For dichloro(ethynyl)fluorosilane, C2HCl2FSi, MP2 looks like the best method in the small basis def2-SVP. Its atomization energy is 1151 meV too low, while CCSD(T), normally far more reliable, is 2422 meV too low. At the basis limit the order is reversed: MP2 is 1392 meV too high and CCSD(T) almost right. The good showing of MP2 is a cancellation of two errors, and the table allows them to be separated.

Errors in the atomization energy of C2HCl2FSi (neutral singlet, RHF determinant, PBE0/def2-SVP geometry), from Ansatz 0.2.0 and AFQMC afq 1 (own program). Cores are frozen; the basis is def2-SVP, or the def2-TZVPP/QZVPP limit in rows marked CBS. The best estimate is CCSD(T) at that limit plus the step to released AFQMC, without zero-point or spin-orbit terms.

```
         level  this level less the best estimate at the basis limit (meV)  statistical noise, one standard error (meV)
            HF                                                     -8833.0                                        0.000
           MP2                                                     -1151.0                                        0.000
          CCSD                                                     -2910.0                                        0.000
       CCSD(T)                                                     -2422.0                                        0.000
 ph-AFQMC/CISD                                                     -2393.0                                       10.000
released AFQMC                                                     -2385.0                                       12.000
        HF/CBS                                                     -8496.0                                        0.000
       MP2/CBS                                                      1392.0                                        0.000
   CCSD(T)/CBS                                                       -42.0                                        0.000
```

The rows marked CBS are at the complete-basis limit; the first six use a small basis but are compared with the same basis-limit estimate. The errors of the first six rows therefore contain two parts, one from the method and one from the basis. Released AFQMC, a quantum Monte Carlo calculation with its constraint lifted, shows the size of the second part. It is the reference for the small basis, and it still lies 2385 meV too low, about 8 % of the atomization energy. That is essentially the price of the basis.

The basis costs so much because of electron correlation. Where two electrons come close, the exact wavefunction has a kink, which products of smooth orbitals reproduce only slowly as the basis grows. A basis as small as def2-SVP also lacks many of the functions that let electrons avoid each other at larger distances. The molecule has more such close pairs than its separated atoms, since bonding pairs up electrons that were alone on different atoms. A small basis thus raises the energy of the molecule more than that of the atoms, and the atomization energy comes out too low. HF has no correlation to converge, and going to the limit adds only 337 meV to its atomization energy, against 2380 meV for CCSD(T).

The same surplus of pairs explains why HF is the lowest row in either basis. Even at the limit it gives only 73 % of the best estimate. It lacks the correlation energy that the molecule gains over its atoms, which CCSD(T) puts at 8.5 eV. The small basis captures about three quarters of that gain.

To see the method error alone, compare each small-basis row with released AFQMC. MP2 is then 1234 meV too high, so it overbinds in this basis too. The basis error of −2385 meV hides this:

1234 meV − 2385 meV = −1151 meV

Going to the limit removes the second term, while the first stays and even grows somewhat, to 1392 meV. This is why MP2 has a larger error at the limit than in the small basis. The error changes sign on the way, so a basis of middle size may make MP2 look better still.

The overbinding doesn't mean that MP2 finds too much correlation in the molecule. In the small basis it recovers 93 % of the CCSD(T) correlation energy there, but only 82 % in the atoms taken together, a figure inferred by combining the molecular energies with the atomization energies. MP2 places both the molecule and the atoms too high in energy, but the atoms more so, and the molecule therefore looks too strongly bound. One likely reason for the larger shortfall in the atoms, not tested here, lies in the open shells of carbon and silicon. An empty p orbital lies close to the filled s orbital, and second-order perturbation theory underestimates the resulting strong mixing.

CCSD errs in the opposite direction, by 525 meV against the same reference. It leaves out the connected motion of three electrons at a time, which matters more where many pairs share a small space. Adding these triples lowers the molecule by 650 meV but the atoms together by only about 162 meV. The difference, 488 meV, goes into the atomization energy and brings CCSD(T) close to both AFQMC rows. Those two rows differ by less than their combined noise, although that noise doesn't include the bias of the phaseless constraint.

If method and basis errors simply add, MP2 can still be useful: its basis step can correct a small-basis CCSD(T) result. Nothing is fitted in this estimate. The MP2 step is 1392 + 1151 = 2543 meV, and the corrected error is

−2422 meV + 2543 meV = +121 meV

The correction removes most of the basis error but overshoots the direct CCSD(T) limit by 163 meV. MP2 exaggerates the correlation gain on bonding, and it exaggerates the basis dependence of that gain as well. The printed output after this text gives the separate steps.

The −42 meV of CCSD(T) at the limit needs a careful reading. The best estimate was built from this very limit plus a step to the higher-level reference, so the number is the size of that step and no test of the extrapolation. Such a reference was also accepted only when two high-level methods agreed within a few tens of meV.

Chlorosilanes, relatives of this molecule, serve as precursors for silicon films, and their bond energies enter models of deposition. The practical rule is to compare methods within one basis first, and only then to ask how far that basis is from its limit. A cheap method that agrees with a basis-limit value while still in a small basis should be run again in a larger one. If the agreement disappears, it came from cancellation.

The analysis program printed:

```
Energies by level:
             row  atomization energy in eV  error against the reference of the same basis in meV
              HF                     22.32                                                 -6448
             MP2                        30                                                  1234
            CCSD                     28.24                                                  -525
         CCSD(T)                     28.73                                                   -37
   ph-AFQMC/CISD                     28.76                                                    -8
  released AFQMC                     28.77                                                     0
          HF/CBS                     22.66                                                 -8496
         MP2/CBS                     32.54                                                  1392
     CCSD(T)/CBS                     31.11                                                   -42
Combined noise of the two AFQMC rows in meV: 15.62
Step from def2-SVP to the limit for HF in meV: 337
Step from def2-SVP to the limit for MP2 in meV: 2543
Step from def2-SVP to the limit for CCSD(T) in meV: 2380
Correlation part of the MP2 step in meV: 2206
Correlation part of the CCSD(T) step in meV: 2043
Correlation part of the atomization energy by CCSD(T) in def2-SVP in eV: 6.411
Correlation part of the atomization energy by CCSD(T) at the limit in eV: 8.454
Share of that limit value reached in def2-SVP in percent: 75.83
Correlation that MP2 misses against CCSD(T) in the molecule in eV: 1.639
Correlation that MP2 misses against CCSD(T) in the summed atoms (inferred) in eV: 2.91
Share of CCSD(T) correlation that MP2 recovers in the molecule in percent: 92.85
Share of CCSD(T) correlation that MP2 recovers in the summed atoms (inferred) in percent: 82.38
Gain of the atomization energy by triples in def2-SVP in meV: 488
Lowering of the molecule by triples in meV: 649.9
Lowering of the summed atoms by triples (inferred) in meV: 161.9
MP2 less CCSD(T) in def2-SVP in meV: 1271
MP2 less CCSD(T) at the limit in meV: 1434
Error of small-basis CCSD(T) plus the MP2 basis step in meV: 121
The same estimate less the direct CCSD(T) limit in meV: 163
Share of the best estimate that HF gives at the limit in percent: 72.73
Shortfall of released AFQMC in def2-SVP in percent of the best estimate: 7.656
```
